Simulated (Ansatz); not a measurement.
SbW: the change of pressure and formation energy with volume per atom

Results calculated with Ansatz 0.2.0, not measured. Plane-wave density functional theory, PAW datasets, Gaussian smearing 0.05 eV: one cell in which all forces lie under 0.002 eV/angstrom; stress (xx yy zz yz xz xy) and pressure positive in compression; site moments are of spin alone; formation energy from the elements run alike, uncorrected.

Cell of the first row (space group F-43m, No. 216):
```
CELL_PARAMETERS angstrom
0.00000 3.01250 3.01250
3.01250 0.00000 3.01250
3.01250 3.01250 0.00000
ATOMIC_POSITIONS crystal
W 0.00000 0.00000 0.00000
Sb 0.25000 0.25000 0.25000
```

Settings of every row: paw set soft_2; functional r2SCAN; spin treatment none; moment partition spheres; spin axis none; wave cutoff 500 eV; k mesh 10x10x10; SCF start atoms; lower state search light; symmetry use detected.

Atom first moment, atom hubbard u: 0 on all atoms.

Limits: formation energy without spin-orbit coupling on heavy elements; the cell comes from a prototype or a list of computed structures and needn't be the stable phase.

| row | volume per atom (Å³) | pressure (GPa) | formation energy (eV per atom) | energy above relaxed cell (meV per atom) |
| --- | --- | --- | --- | --- |
| 1 | 27.339 | 4.176 | 1.8241 | 14.18 |
| 2 | 27.909 | 1.977 | 1.8133 | 3.39 |
| 3 | 28.479 | -0.001 | 1.8099 | 0 |
| 4 | 28.709 | ? | ? | ? |
| 5 | 29.048 | -1.782 | 1.8131 | 3.27 |
| 6 | 29.063 | -1.827 | 1.8133 | 3.44 |
| 7 | 29.618 | -3.384 | 1.8224 | 12.54 |
| 8 | 30.472 | -5.490 | 1.8463 | 36.4 |

Question: what pressure and formation energy should row 4 give?

Worked fit of pressure. Take u = (V_r/V)^(2/3) − 1 with V_r = 29.048 Å³ an atom, which is twice the finite (Eulerian) strain; such expansions in the strain, on which the Birch-Murnaghan equation of state is built, carry the rest volume and the bulk modulus. The shown rows have u = 0.04125, 0.02703, 0.01328, 0, -0.00034, -0.01287, -0.0314. Least squares give pressure = −1.7817 + 129.165 × u + 360.12 × u² + 240 × u³ GPa; a parabola predicts inner rows, each left out in turn, worse (root mean square 0.0034 against 0.0017 GPa). The rows lie off it by 0.000, 0.000, 0.001, 0.000, -0.001, 0.001, 0.000. The pressure vanishes at u = 0.0133, or V = 28.48 Å³ an atom, and there the bulk modulus at fixed shape and fractions is B = −V dP/dV = (2/3)(1 + u) dP/du = 93.8 GPa. The withheld row has u = 0.00786, so the fit gives −1.7817 + 129.165 × (0.00786) + 360.12 × (0.00786)² + 240 × (0.00786)³ = -0.744 GPa.

The calculation gave -0.746 GPa. The fit lies 0.002 GPa (0.021 % of the column's range) above it; its largest miss of a shown row is 0.001 GPa.

Worked fit of formation energy. Take u = (V_r/V)^(2/3) − 1 with V_r = 29.048 Å³ an atom, which is twice the finite (Eulerian) strain; such expansions in the strain, on which the Birch-Murnaghan equation of state is built, carry the rest volume and the bulk modulus. The shown rows have u = 0.04125, 0.02703, 0.01328, 0, -0.00034, -0.01287, -0.0314. Least squares give formation energy = 1.81312 − 0.4851 × u + 18.207 × u² eV per atom; a straight line predicts inner rows, each left out in turn, worse (root mean square 0.008 against 2.1e-05 eV per atom). All shown rows lie on it to the printed digit. The withheld row has u = 0.00786, so the fit gives 1.81312 − 0.4851 × (0.00786) + 18.207 × (0.00786)² = 1.8104 eV per atom.

The calculation gave 1.8104 eV per atom. The fit meets it to the printed digit.

The other values of row 4: energy above relaxed cell 0.56 meV per atom.
